**Notebook page: zero-point energy and entropy of six indium hydride bromides**

Each molecule is an indium atom carrying one hydrogen, one bromine and one group, and only the group changes. The asterisk in a group's name marks its bond to indium. "H(298) less E" is the enthalpy at 298 K counted from the electronic energy of the resting nuclei, and it includes the zero-point energy. Several of the questions compare the methoxy group \*OC with the siloxy group \*O[SiH3].

Gas-phase indium hydride bromides *[InH]Br with the group * varied, computed with Ansatz 0.2.0: geometries and unscaled harmonic vibrations at PBE0-D4/def2-TZVP, with a def2 core potential on In. Enthalpies and entropies are for an ideal gas of rigid rotors and harmonic oscillators at 298.15 K and 1 bar; electronegativities are Pauling's tabulated values.

| group * | formula | binding atom | its electronegativity | point group | atoms | mass (u) | symmetry number | IA IB IC (u^3 Å^6) | lowest mode (cm⁻¹) | highest mode (cm⁻¹) | zero-point energy (kJ/mol) | H(298) less E (kJ/mol) | entropy (J/(mol K)) |
| --- | --- | --- | --- | --- | --- | --- | --- | --- | --- | --- | --- | --- | --- |
| *C | CH4BrIn | C | 2.550 | Cs | 7 | 210.8 | 1 | 8040000 | 39.9 | 3171.5 | 110.9 | 129.0 | 347.0 |
| *N | BrH3InN | N | 3.040 | C1 | 6 | 211.8 | 1 | 7040000 | 107.6 | 3699.7 | 83.3 | 100.8 | 332.9 |
| *N(C)C | C2H7BrInN | N | 3.040 | Cs | 12 | 239.8 | 1 | 59500000 | 68.6 | 3119.1 | 231.8 | 256.5 | 394.4 |
| *O | BrH2InO | O | 3.440 | Cs | 5 | 212.7 | 1 | 6550000 | 114.0 | 3886.0 | 52.0 | 68.3 | 325.9 |
| *OC | CH4BrInO | O | 3.440 | Cs | 8 | 226.8 | 1 | 28300000 | 66.7 | 3067.5 | 126.4 | 147.1 | 368.8 |
| *O[SiH3] | BrH4InOSi | O | 3.440 | Cs | 8 | 242.8 | 1 | 74900000 | 45.9 | 2218.4 | 94.1 | 116.7 | 392.9 |

**1. Which group brings the most zero-point energy, and does its electronegativity decide that?**

The dimethylamino group \*N(C)C does, with 231.8 kJ/mol. It has the most atoms, hence the most vibrations, and six of its hydrogens sit on carbon, where stretches and bends are stiff. Electronegativity is not what sets the order. The three groups bound through oxygen share one value of it, yet their zero-point energies run from 52.0 to 126.4 kJ/mol.

**2. Methoxy and siloxy have equally many atoms. Why does siloxy have less zero-point energy but more entropy?**

Both molecules have 18 vibrations, so the difference lies mainly in how fast these are. A vibration of wavenumber $\tilde\nu$ holds half a quantum even at absolute zero, so its zero-point energy grows in proportion to $\tilde\nu$. Its entropy goes the other way, because it counts how many levels the thermal energy $kT$ can reach. For a soft vibration that number is about $kT/hc\tilde\nu$, which gives

$$S \approx R\left[1+\ln\frac{kT}{hc\tilde\nu}\right].$$

Take the lowest mode of siloxy, at 45.9 cm⁻¹. At room temperature $kT/hc$ is about 207 cm⁻¹, so the ratio is about 4.5 and its logarithm 1.5:

$$S \approx 8.3\times(1+1.5)\approx 21\ \text{J/(mol K)}.$$

Half a quantum of the same mode is only about 0.3 kJ/mol. The highest mode, a Si–H stretch at 2218 cm⁻¹, is the opposite case. It holds about 13 kJ/mol of zero-point energy, but its quantum is some ten times $kT$, so it adds practically no entropy.

Replacing carbon by silicon weakens the bonds to hydrogen, and the highest mode falls by about 850 cm⁻¹. If all three of these stretches fall by that much, they account for about 15 of the 32 kJ/mol by which siloxy lies below methoxy. The bends at silicon are softer too, as is usual for silyl groups, and they should supply much of the rest. The entropy gains mainly at the soft end of the spectrum. Silicon's greater mass slows the swings there, but more of the gain should come from its longer bonds and from the weaker resistance that a silyl group usually meets when it turns or bends at the oxygen.

**3. How much of the enthalpy column is heat taken up on warming?**

The smaller part: about a tenth for \*N(C)C, rising to about a quarter for \*O. For methoxy, 126.4 of the 147.1 kJ/mol is zero-point energy, which is there at absolute zero. Translation, rotation and the work of making room for the gas take $4RT$, or 9.9 kJ/mol, in every row. The remaining heat goes into vibrations soft enough to be excited.

Siloxy therefore takes up slightly more heat than methoxy, 22.6 against 20.7 kJ/mol, although its entry in the enthalpy column is much smaller. Anyone who reads that column as heat content would rank the two the wrong way round.

**4. Where does the entropy come from, and what makes it differ from group to group?**

The entropy splits into three parts. Translation follows from the mass and the pressure, rotation from the moments of inertia, and vibration is what is left of the total. Translation and rotation together make up more than three quarters of the entropy in every row. They vary little, however, because mass and inertia enter only through logarithms.

The ranking comes from vibration, where more atoms bring more modes, each with its own entropy, and softer modes count for more. Siloxy leads methoxy by 24.1 J/(mol K), of which 19.2 is vibrational. Across the whole table the vibrational part spans about 58 J/(mol K), the rotational part about 10, the translational part less than 2. The largest share of the entropy is thus the one that least tells these molecules apart.

**5. Can the dimethylamino row be predicted from the others?**

Suppose that replacing a hydrogen by a methyl group always adds the same amount. From \*O to \*OC the zero-point energy rises by 74.4 kJ/mol. Two such steps added to the amino group \*N give

$$83.3+2\times 74.4=232.1\ \text{kJ/mol}.$$

The calculated value, which was not used in the estimate, is 231.8. The rule works mainly because most of the zero-point energy that a methyl group brings sits in its own stiff stretches and bends, which hardly notice what it is attached to. Agreement this close is partly luck, though. The step removes an O–H bond in one case and N–H bonds in the other, and the highest stretches of these differ by 186 cm⁻¹, or about 1.1 kJ/mol of zero-point energy.

The same rule for the entropy predicts 418.7 J/(mol K), which is 24 above the calculated value. Most of that miss is vibrational. A soft mode belongs to the whole frame of the molecule, so a second methyl group need not bring the same soft modes as the first. The shapes change as well: the hydrogen of \*O points away from bromine while the methyl of \*OC points towards it, and nitrogen is slightly pyramidal in \*N but flat in \*N(C)C. The table does not separate these causes.

**6. What would change at a tenth of the pressure, or with gallium in place of indium?**

At a tenth of the pressure each molecule has ten times the volume. Every entropy rises by $R\ln 10$, or 19.1 J/(mol K), while the zero-point energies and the differences between groups stay as they are.

Gallium would change the molecules themselves. It is lighter and usually forms shorter, stiffer bonds, so the slow motions of the frame should speed up and the vibrational entropy should fall. The smaller mass and moments of inertia would also lower the translational and rotational parts a little. The stiff vibrations inside the groups would hardly notice the exchange. In a gallium series the methyl step in zero-point energy should therefore stay close to the one found here.

**7. Which digits can be trusted?**

The tenths of a kJ/mol are precise but not accurate. Unscaled harmonic frequencies usually come out too high, typically by a few per cent, and one per cent of the zero-point energy of \*N(C)C is already 2.3 kJ/mol. The gap of 32 kJ/mol between methoxy and siloxy is far larger than such an error.

The entropies need more care, because they lean on the softest modes, where the harmonic picture is weakest. The methyl compound \*C lies 14.1 J/(mol K) above \*N, and its lowest mode, at 39.9 cm⁻¹, contributes 22.0 of its total. That mode is probably the methyl group twisting about its bond to indium. If so, the contribution is too large: a methyl group that turns with no barrier at all has only about 15 J/(mol K), and a barrier can only reduce that.

With the free rotor put in, the lead of \*C shrinks to about 7 J/(mol K). The pyramidal amino group may narrow it further, since its nitrogen can flip into a mirror-image form that the harmonic count leaves out. Two equal forms would add up to about $R\ln 2$, or 5.8 J/(mol K), to \*N. The order of these two rows is therefore open. In an equilibrium constant, 7 J/(mol K) is a factor of about two, which matters when a yield is estimated.

The lead of siloxy over methoxy is safer. It is more than three times the correction found for \*C, and the lowest modes of the two molecules account for only about 3 of its 24 J/(mol K). Each row does stand for a single conformer, though, and its energy was not compared with that of any other, so it need not be the lowest one. Other shapes could shift either entropy by a few J/(mol K), so the direction of this lead deserves more trust than its exact size.
